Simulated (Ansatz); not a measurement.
## A series in volume per atom on MgS

Periodic Kohn-Sham DFT of a crystal at fixed atoms; pressure and stress are positive in compression; the energy is the free energy less that of spherical unpolarised free atoms; site moments are those in the method's own spheres, positive along +z. The results are calculated, by Ansatz 0.2.0.

Cell of the first row (space group Fm-3m, No. 225):
```
MgS
1.0
      0.0000     2.5485     2.5485
      2.5485     0.0000     2.5485
      2.5485     2.5485     0.0000
Mg S
1 1
Direct
  0.00000 0.00000 0.00000
  0.50000 0.50000 0.50000
```

Settings of every row: method all-electron PAW; functional LDA; relativity scalar; k mesh 8x8x8; filling fermi-dirac; smearing width 0.01 eV; nucleus gaussian.

Atom start moment: 0 on all atoms.

| row | volume per atom (Å³) | pressure (GPa) |
| --- | --- | --- |
| 1 | 16.553 | 1.661 |
| 2 | 16.905 | ? |
| 3 | 17.257 | -1.785 |
| 4 | 17.433 | -2.539 |
| 5 | 17.609 | -3.253 |
| 6 | 17.786 | -3.931 |
| 7 | 17.962 | -4.574 |
| 8 | 18.314 | -5.762 |
| 9 | 18.666 | -6.83 |

Question: what pressure should row 2 give?

Worked fit of pressure. Take u = (V_r/V)^(2/3) − 1 with V_r = 17.698 Å³ an atom, which is twice the finite (Eulerian) strain; such expansions in the strain, on which the Birch-Murnaghan equation of state is built, carry the rest volume and the bulk modulus. The shown rows have u = 0.0456, 0.01696, 0.01011, 0.00337, -0.0033, -0.00982, -0.02255, -0.03488. Least squares give pressure = −3.5987 + 102.071 × u + 279.31 × u² + 259 × u³ GPa; a parabola predicts inner rows, each left out in turn, worse (root mean square 0.0041 against 0.0016 GPa). The rows lie off it by 0.000, 0.001, -0.001, -0.001, 0.002, 0.000, -0.001, 0.000. The pressure vanishes at u = 0.0323, or V = 16.87 Å³ an atom, and there the bulk modulus at fixed shape and fractions is B = −V dP/dV = (2/3)(1 + u) dP/du = 83.2 GPa. The withheld row has u = 0.03103, so the fit gives −3.5987 + 102.071 × (0.03103) + 279.31 × (0.03103)² + 259 × (0.03103)³ = -0.155 GPa.

The calculation gave -0.152 GPa. The fit lies 0.003 GPa (2 % of the value, 0.035 % of the column's range) below it; its largest miss of a shown row is 0.002 GPa.
